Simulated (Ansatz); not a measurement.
SiH4S (Si(SH)H3): the energy, rung by rung

The species is SiH4S (6 atoms), meant as a singlet with charge 0. SMILES: `[H][Si]([H])([H])S`. The coordinates come from a GFN2-xTB relaxation.

```xyz
6

Si    0.2012   -0.0145   -0.5446
S     0.2537    0.0198    1.6015
H    -1.0568    0.0599    1.7952
H     1.6060   -0.0207   -0.9100
H    -0.5032    1.1806   -0.9902
H    -0.5009   -1.2251   -0.9520
```

Quantity: the energy change with the Si1–H6 bond stretched from 1.458 to 3.644 Å, in eV. The values are calculated.

```json
{"level": "PBE/STO-3G (restricted)", "kind": "GGA", "program": "Ansatz", "value (eV)": "6.33", "less FCI/STO-3G": "+1.51", "CPU time (all runs)": "2.8 s"}
{"level": "revPBE/STO-3G (restricted)", "kind": "GGA", "program": "Ansatz", "value (eV)": "6.22", "less FCI/STO-3G": "+1.40", "CPU time (all runs)": "2.8 s"}
{"level": "PBE0/STO-3G (restricted)", "kind": "global hybrid", "program": "Ansatz", "value (eV)": "7.34", "less FCI/STO-3G": "+2.52", "CPU time (all runs)": "2.6 s"}
{"level": "r2SCAN0/STO-3G (restricted)", "kind": "hybrid meta-GGA", "program": "Ansatz", "value (eV)": "7.60", "less FCI/STO-3G": "+2.78", "CPU time (all runs)": "6.5 s"}
{"level": "CAM-B3LYP/STO-3G (restricted)", "kind": "range-separated hybrid", "program": "Ansatz", "value (eV)": "7.90", "less FCI/STO-3G": "+3.08", "CPU time (all runs)": "3 s"}
{"level": "wB97M-V/STO-3G (restricted)", "kind": "range-separated hybrid", "program": "Ansatz", "value (eV)": "8.08", "less FCI/STO-3G": "+3.26", "CPU time (all runs)": "41 s"}
{"level": "B2PLYP/STO-3G (restricted)", "kind": "double hybrid", "program": "Ansatz", "value (eV)": "6.52", "less FCI/STO-3G": "+1.70", "CPU time (all runs)": "3.5 s"}
{"level": "CCSD/STO-3G (restricted)", "kind": "coupled cluster or CI", "program": "Ansatz", "value (eV)": "5.03", "less FCI/STO-3G": "+0.21", "CPU time (all runs)": "0.37 s"}
{"level": "FCI/STO-3G", "kind": "exact in the basis", "program": "Ansatz", "value (eV)": "4.82", "less FCI/STO-3G": "0.00", "CPU time (all runs)": "5.3 s"}
```

FCI/STO-3G is exact within its basis and frozen core, so for wave-function methods in that basis the difference is their error; functionals converge differently with the basis, so for them it is only a difference. The first shape isn't each level's own minimum. The values span 4.82 to 8.08 eV. All rows use very small basis sets, so even the best lies far from the true value. Times are those of the runs behind each value, whatever else they computed, on shared processors of several kinds: orders of magnitude only.

Every restricted functional puts the stretched Si–H bond too high relative to FCI, and the excess mostly follows exact exchange: smallest for the two GGAs, larger for the global hybrids, and largest for the range-separated ones, up to +3.26 eV. As the bonding and antibonding σ orbitals approach degeneracy, a closed-shell determinant keeps ionic configurations that should give way to two singlet-coupled radicals. Semilocal exchange mimics part of this static correlation, and exact exchange removes that help. B2PLYP breaks the order, probably because its perturbative term grows as the orbital gap closes, which isn't a sound remedy at longer separations. CCSD stays within 0.21 eV because its double excitations can uncouple one electron pair; the remainder reflects mainly missing connected triples.

Even the FCI value of 4.82 eV exceeds the familiar Si–H bond strength, probably in large part because the hydrogen function is contracted for molecules and leaves the free atom too high in energy. The spread measures failure at bond breaking and doesn't rank the functionals near equilibrium.
